# Helical edge states as a ring of resistors

Our device is a 7 nm HgTe/CdTe well shaped as a Hall bar at zero magnetic field. Contacts are numbered clockwise: 1 at the left end, 2 and 3 on top, 4 at the right end, 5 and 6 below. Bulk HgTe has inverted bands, $E(\Gamma_6)-E(\Gamma_8)=-0.29$ eV (compiled value, Sakuma 2011), and the inversion survives confinement above a thickness of approximately 6.3 nm. With the Fermi level gated into the gap, each edge carries one Kramers pair: one channel clockwise, one anticlockwise. $R_{ab,cd}=(V_c-V_d)/I$, with current $I$ entering at $a$ and leaving at $b$, and $R_K=h/e^2$.

## The estimate by hand

One ballistic channel costs $R_K\approx26$ kΩ. From 1 to 4 there are two right-movers, one per edge, so $R_{14,14}\approx13$ kΩ. Voltmeters draw no current, so let me ignore them. Nothing scatters along an edge, every probe reads the same potential, and $R_{14,23}\approx0$, $R_{13,56}\approx0$, $R_{14,26}\approx0$.

## The careful calculation

Büttiker's equations (1986), with $T_{ab}$ the transmission from $b$ to $a$ and $I_a$ flowing into the device, read
$$I_a=\frac{e^2}{h}\sum_{b\neq a}\left(T_{ba}V_a-T_{ab}V_b\right).$$
Take the edge segment between neighbouring contacts, with elastic scattering only. Label each outgoing state as the time reverse of an incoming one. For spin-1/2 electrons time-reversal symmetry then gives $S=-S^{T}$. The $2\times2$ matrix $S$ has zero diagonal, hence no reflection, and unitarity forces $|t|^2=1$. If every contact absorbs all that reaches it, $T_{a,a+1}=T_{a+1,a}=1$ (indices modulo $M$), all other transmissions between different contacts vanish, and
$$I_a=\frac{2V_a-V_{a+1}-V_{a-1}}{R_K}.$$
This is Kirchhoff's law for a ring of $M$ resistors $R_K=25.81$ kΩ. A floating contact sits at the mean of its neighbours, so the potential falls in equal steps along each arc. For current contacts $k$ segments apart, the arc of $k$ segments carries $I(M-k)/M$, the other carries $Ik/M$, and the two-terminal resistance is $R_K\,k(M-k)/M$.

Potentials for $M=6$, in units of $IR_K$ with the drain grounded:

| current | $V_1$ | $V_2$ | $V_3$ | $V_4$ | $V_5$ | $V_6$ |
|---|---|---|---|---|---|---|
| 1→4 | 3/2 | 1 | 1/2 | 0 | 1/2 | 1 |
| 1→3 | 4/3 | 2/3 | 0 | 1/3 | 2/3 | 1 |

Therefore
$$R_{14,14}=\frac{3h}{2e^2}=38.72\ \text{k}\Omega,\qquad R_{14,23}=\frac{h}{2e^2}=12.91\ \text{k}\Omega,$$
$$R_{13,56}=-\frac{h}{3e^2}=-8.60\ \text{k}\Omega,\qquad R_{14,26}=0.$$
For $M=4$ with current from 1 to 2, the long arc carries $I/4$ and $R_{12,43}=h/4e^2=6.45$ kΩ.

**Question.** *Did you need conserved spin?*

No. Time reversal and a single pair per edge suffice, so spin-orbit mixing does no harm. Magnetic fields and inelastic processes are not covered.

## Why the two differ

The estimate is low by a factor of 3 in $R_{14,14}$ and misses two finite resistances. Rounding $R_K$ explains only 0.7 per cent. The fault lies in ignoring the probes. A probe draws no net current, but it swallows electrons from both directions, thermalises them, and emits half in each direction. That is incoherent backscattering, which the antisymmetry of $S$ does not forbid.

Let a probe absorb each passing electron with probability $p$, while 1 and 4 stay ideal. Zero net current fixes its potential at the mean of the two arriving channels. An electron reverses with probability $p/2$, so the probe acts as an incoherent scatterer with $T=1-p/2$, which adds $R_K(1-T)/T=xR_K$, $x=p/(2-p)$, in series. Each edge has resistance $R_K(1+2x)$ and carries $I/2$. For the probe voltages, let $\delta=IR_K/2$ be the potential difference between right- and left-movers within any segment. The two channels arriving at a probe differ by $\delta/T$. If $u$ is the left-mover potential between 2 and 3, then $V_2=u+\delta/2T$ and $V_3=u+\delta-\delta/2T$, so $V_2-V_3=x\delta$. Thus
$$R_{14,14}=\frac{R_K}{2}(1+2x),\qquad R_{14,23}=\frac{R_K}{2}\,x.$$
For $p\to0$ we recover the estimate, and for $p=1$, where $x=1$, the ring. The estimate describes non-invasive probes. A wide contact that interrupts the edge is the opposite limit.

**Question.** *The edges are ballistic. Where is the heat produced?*

In the contacts. A channel arriving at potential $V'$ in a reservoir at $V$ deposits $(V'-V)^2/2R_K$. For $p=1$ each contact receives two channels offset by $\delta$ in magnitude, which gives $I^2R_K/4$. Source and drain together take $I^2R_K/2$, which is the estimate. The four probes add $I^2R_K$, which is the whole difference.

**Question.** *Why did your Hall estimate survive?*

Symmetry. Both edges have three segments, so 2 and 6 sit at equal potentials. Put one extra floating reservoir between 2 and 3. The top arc has four segments and carries $3I/7$, the bottom carries $4I/7$, and $R_{14,26}=R_K/7=3.69$ kΩ. Since $T_{ab}=T_{ba}$, swapping current and voltage pairs returns the same value, so this is an offset from unequal arcs, with no antisymmetric Hall part.

**Question.** *Why does a chiral quantum Hall edge show nothing similar?*

There a probe receives one channel and emits one, onward, at the same potential. It cannot send anything back, and the longitudinal resistance vanishes.

**Question.** *What about the bulk of the well?*

Take a typical gap of approximately 20 meV and choose 1.8 K, where $k_BT=0.16$ meV. Half the gap is $64\,k_BT$, so activated conduction in a clean bulk is negligible. Edge states typically extend a few tens of nanometres, so opposite edges of a bar 1 µm wide are decoupled. The transmissions do not depend on energy inside the gap, so temperature drops out otherwise.

**Question.** *Do real HgTe bars follow the ring?*

These values are the model's. As typical knowledge, edges of about a micrometre come within roughly ten per cent of them, whereas edges tens of micrometres long have several times the resistance, so there the model is low. A common reading is that charge puddles near the edge act as unintended probes, each adding up to $R_K$ to its arc.